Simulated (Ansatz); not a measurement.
# Exchange couplings and the lowest collinear order of MnF2 (Pbcn) with PBEsol and U = 4 eV on Mn

A common rule of thumb says that the closest magnetic neighbours have the strongest exchange coupling and so decide the magnetic order. MnF2 in the Pbcn structure puts it to the test, with Mn neighbours at 3.34, 3.76 and 3.81 Å.

Problem: find the lowest of the collinear orders listed, and decide whether couplings over these three shells account for the energies. The couplings matter in practice because they set how far an antiferromagnet can be warmed before its order is lost, and hence whether it can serve in a magnetic device. Energies are per Mn atom and are measured from the parallel order, at fixed atomic positions; a negative value means more stable than parallel.

## Method

One system, MnF2 (Pbcn), 12 atom(s) a primitive cell, from cells of the Materials Project database (relaxed there by DFT). Ansatz 0.2.0, plane waves with default PAW datasets, cutoff 420 eV, Fermi-Dirac smearing of 0.05 eV, k meshes whose coarsest spacing along a reciprocal vector is 0.29 1/Å over all runs (2π included). Functional: PBEsol with Hubbard U (eV) Mn 4; collinear spins, no spin-orbit coupling. Atoms are fixed. Each order is started from typed moments on Mn and from d occupation matrices taken from the lowest run, in the primitive cell and on the same 6x4x4 mesh; only runs that kept their pattern of signs are listed. Runs that did not converge or carry a known fault are not listed. Finished runs of the same series that are left out: the start antiferro +--+, which repeats a listed case or did not pass the checks for like settings and one steady state; the start antiferro ++--, which repeats a listed case or did not pass the checks for like settings and one steady state. The same in all rows: metal or insulator in the row's run, judged by its smearing entropy or density of states at the Fermi energy (a gap under a few smearing widths counts as a metal): insulator.

Notes on method and selection:

- In a Heisenberg model with E = -sum over ordered pairs of J e_i.e_j, the energy per magnetic atom is E0 less the sum over shells of J times the listed sum; further shells and changes of moment size are outside it.
- Each state is what a run reaches from typed starting moments; only a few collinear orders were started, so the lowest found need not be the ground state. Spin-orbit coupling is left out of these energies, which are free energies at the smearing width. A magnetic atom is one that was given a starting moment.
- Site moments count the spin inside each program's own atomic sphere, so they depend somewhat on its radius and leave out the spin between the spheres.
- Under the Hubbard U each order starts from the d occupation matrices of the lowest run (for some runs, the lowest so far); other orbital states were not searched in these runs.
- Ansatz's own search for a lower self-consistent state was switched off in these runs, so a run may rest in a state that is not the lowest for its pattern of moments.
- The shell on the horizontal axis is the one of the three whose sum correlates best with the energies.
- Runs that did not converge, have known faults or may not be shown are not listed, and runs on Ansatz's PAW sets soft_1 and soft_2 are kept to separate tables.

Columns:

- shell at 3.76 Å: sum of e_i.e_j over the 4 Mn neighbours at 3.76 Å, mean over magnetic atoms (+1 parallel, -1 opposed).
- shell at 3.34 Å: sum of e_i.e_j over the 2 Mn neighbours at 3.34 Å, mean over magnetic atoms (+1 parallel, -1 opposed).
- shell at 3.81 Å: sum of e_i.e_j over the 4 Mn neighbours at 3.81 Å, mean over magnetic atoms (+1 parallel, -1 opposed).
- moment (μB): largest site spin moment.
- net moment (μB): size of the net spin moment per magnetic atom.
- energy (meV): energy less that of the parallel order, per magnetic atom.

Input lines of one member:

```
magnetization:
  spin_polarized: true
kpoints:
  mp_grid: { grid: [6, 4, 4] }
hamiltonian:
  xc: pbesol
  hubbard:
    occupation_matrices:
      a0_more:
        matrix:
          - [0.9976, 0.0009, 0.0, -0.0001, 0.0]
          - [0.0009, 0.9963, 0.0, 0.0003, 0.0]
          - [0.0, 0.0, 0.997, 0.0, -0.0013]
          - [-0.0001, 0.0003, 0.0, 0.998, 0.0]
          - [0.0, 0.0, -0.0013, 0.0, 0.9963]
      a0_less:
        matrix:
          - [0.038, -0.0212, 0.0, 0.0058, 0.0]
          - [-0.0212, 0.0597, 0.0, -0.0076, 0.0]
          - [0.0, 0.0, 0.0441, 0.0, 0.0248]
          - [0.0058, -0.0076, 0.0, 0.0272, 0.0]
          - [0.0, 0.0, 0.0248, 0.0, 0.0581]
      a1_more:
        matrix:
          - [0.9976, -0.0009, 0.0, -0.0001, 0.0]
          - [-0.0009, 0.9963, 0.0, -0.0003, 0.0]
          - [0.0, 0.0, 0.997, 0.0, 0.0013]
          - [-0.0001, -0.0003, 0.0, 0.998, 0.0]
          - [0.0, 0.0, 0.0013, 0.0, 0.9963]
      a1_less:
        matrix:
          - [0.038, 0.0212, 0.0, 0.0058, 0.0]
```

Command (options for logging and memory left out): `ansatz run input.yaml`

## Table of results

| member | shell at 3.76 Å | shell at 3.34 Å | shell at 3.81 Å | moment (μB) | net moment (μB) | energy (meV) |
| --- | --- | --- | --- | --- | --- | --- |
| opposed +-+- | −4 | 2 | −4 | 4.19 | 0.0 | −18.24 |
| opposed +--+ | −4 | −2 | 4 | 4.19 | 0.0 | −10.32 |
| partly opposed +++- | 0 | 0 | 0 | 4.20 | 2.5 | ? |
| opposed ++-- | 4 | −2 | −4 | 4.20 | 0.0 | −9.01 |
| parallel ++++ | 4 | 2 | 4 | 4.20 | 5.0 | 0.00 |

Cells marked ? are withheld until the estimate has been made.

## Reading the trend

Solution, first part. Among the orders with a printed energy, +-+- is lowest at −18.24 meV. It lies 18.24 − 10.32 = 7.92 meV below the next, +--+.

Each coupling follows from comparing the two rows in which a shell is parallel with the two in which it is opposed; the other two shells then cancel. With the energy written as E0 − ΣJS, where S is the listed sum, a negative J favours opposed spins:

- 3.76 Å: the mean energy is (−9.01 + 0.00) / 2 = −4.505 meV when parallel and (−18.24 − 10.32) / 2 = −14.28 meV when opposed, so J = −(14.28 − 4.505) / 8 = −1.22 meV.
- 3.81 Å: the mean energy is (−10.32 + 0.00) / 2 = −5.16 meV when parallel and (−18.24 − 9.01) / 2 = −13.625 meV when opposed, so J = −(13.625 − 5.16) / 8 = −1.06 meV.
- 3.34 Å: the mean energy is (−18.24 + 0.00) / 2 = −9.12 meV when parallel and (−10.32 − 9.01) / 2 = −9.665 meV when opposed, so J = −(9.665 − 9.12) / 4 = −0.14 meV.

The rule of thumb fails here: of the three fitted couplings, the one assigned to the closest pairs is the weakest. Superexchange through fluorine offers a reason. Mn²⁺ has a half-filled d shell, so an electron can hop virtually to a neighbour only if the spins are opposed, which lowers the energy of that arrangement. In this structure type the longer contacts join octahedra that share corners, with a wide Mn–F–Mn angle that lets one fluorine p orbital serve both metals. The short contact joins octahedra that share an edge. Its angle is nearer 90°, where this path is weak and ferromagnetic contributions offset part of it.

All three couplings favour opposed spins, but they cannot all be satisfied. If one Mn is opposed to its partners in two shells, those partners are parallel to each other, and the third shell is parallel too. The lowest order gives up the 3.34 Å shell, where the cost is least.

These four energies fix E0 and three couplings exactly, so their perfect reproduction is no test of the model.

## Prediction

Plain estimates from the members shown:

- partly opposed +++-, mean of the 4 members shown: −9.39 meV, standard deviation 6.5

Solution, second part. The order +++- supplies the missing test, because it adds an energy without adding a constant. All three of its neighbour sums are zero, so the model leaves only E0:

E0 = (−18.24 − 10.32 − 9.01 + 0.00) / 4 = −9.39 meV.

The plain mean is therefore the model's own prediction. The standard deviation of 6.5 meV printed with it measures how strongly the couplings separate the four orders, and is not the error of this estimate.

More distant shells do not shift the result. The four Mn sites are equivalent by symmetry, so reversing one of them makes the parallel and opposed pairs between different sites cancel at every distance, while pairs between repeats of the same site stay parallel in all five orders. A departure must come from outside the pair model, through four-spin terms or a change in the size of the moments.

The moments give a scale for it. They are printed as 4.19 or 4.20 μB, so with rounding they differ by at most 0.02 μB. If exchange energy goes as the moment squared, the corresponding change is 2 × 0.02 / 4.20 × 9.39 = 0.09 meV. Its sign is not fixed by the columns, so no shift is applied. This size is taken as the error, since a fit with no residuals has no scatter to supply one.

**Committed estimate, partly opposed +++-: energy = −9.39 ± 0.09 meV.**

## Result

| member | shell at 3.76 Å | shell at 3.34 Å | shell at 3.81 Å | moment (μB) | net moment (μB) | energy (meV) |
| --- | --- | --- | --- | --- | --- | --- |
| partly opposed +++- | 0 | 0 | 0 | 4.20 | 2.5 | −9.39 |

| member | estimate | energy (meV) | computed | estimate − computed | miss in error bars |
| --- | --- | --- | --- | --- | --- |
| partly opposed +++- | committed | −9.39 | −9.39 | 0.00 | 0.0 |
| partly opposed +++- | mean | −9.39 | −9.39 | 0.00 |  |

The computed energy of +++- is −9.39 meV per Mn atom, equal to the estimate at the printed precision and well inside the error of 0.09 meV. The plain mean does equally well, being the same number.

The argument that held is the cancellation of pair terms when one of four equivalent spins is reversed. The allowance for changing moments was too generous. A four-spin term would also have shown here, because the product of the four signs is −1 in +++- and +1 in the other four orders. Barring a chance cancellation, any such contribution is at most about 0.01 meV, so a pair model describes these collinear orders to that accuracy. Biquadratic terms, which are the same for all collinear orders, are not tested.

The agreement does not show that three shells are enough. More distant pairs between different Mn sites cancel in +++- as well, and in the other orders they are absorbed into the three fitted couplings. Each coupling is therefore an effective value, and the weak one assigned to 3.34 Å may include a part from farther neighbours.

## Residuals

Against a straight line fitted to all five energies in the 3.76 Å shell alone, four of the five orders miss by about 4 meV or more. The parallel order lies about 4.5 meV above the line and ++-- about as far below it; +--+ is about 4 meV above and +-+- about 4 meV below. Only +++- falls on it.

The omitted shells explain both signs and sizes. The 3.81 Å shell raises an order by 4 × 1.06 = 4.24 meV when its spins are parallel and lowers it by as much when they are opposed. The 3.34 Å shell adds or removes 2 × 0.14 = 0.28 meV in the same sense. The two contributions add in ++++ and ++--, and partly cancel in the other two antiparallel orders.

These misses therefore belong to the one-shell line, which predicts a left-out order hardly better than the mean of the others does (root-mean-square miss, leaving out each of the five in turn: 6.9 against 7.2 meV). With all three couplings no order stands out.

## What to take away

At this level +-+- is the lowest collinear order that fits in the primitive cell: with four equivalent Mn sites, the five rows cover every distinct sign pattern. An order with a longer period could still be lower, and its energy cannot be estimated from these couplings, because it also reverses pairs between repeats of the same site.

The energies give a rough ordering temperature. In mean-field theory for classical spins, kT = ⅔ × (energy of +++- less that of +-+-), with those same-site pairs neglected. This gives 2 × (18.24 − 9.39) / 3 = 5.90 meV. With k = 0.0862 meV/K the temperature is 5.90 / 0.0862 = 68 K. Mean-field theory leaves out fluctuations, which lower the result, while treating the spins as quantum would raise it.

The choice of U matters most: superexchange weakens as U grows, so a change of a few eV could rescale the energies strongly, above all towards small U. Spin-orbit coupling should be far smaller for a half-filled d shell.

[Logs are printed without paths, hosts, clocks, repeated set-up lines and the standing remarks that a program may print on its own settings, such as how far it seeks lower states.]
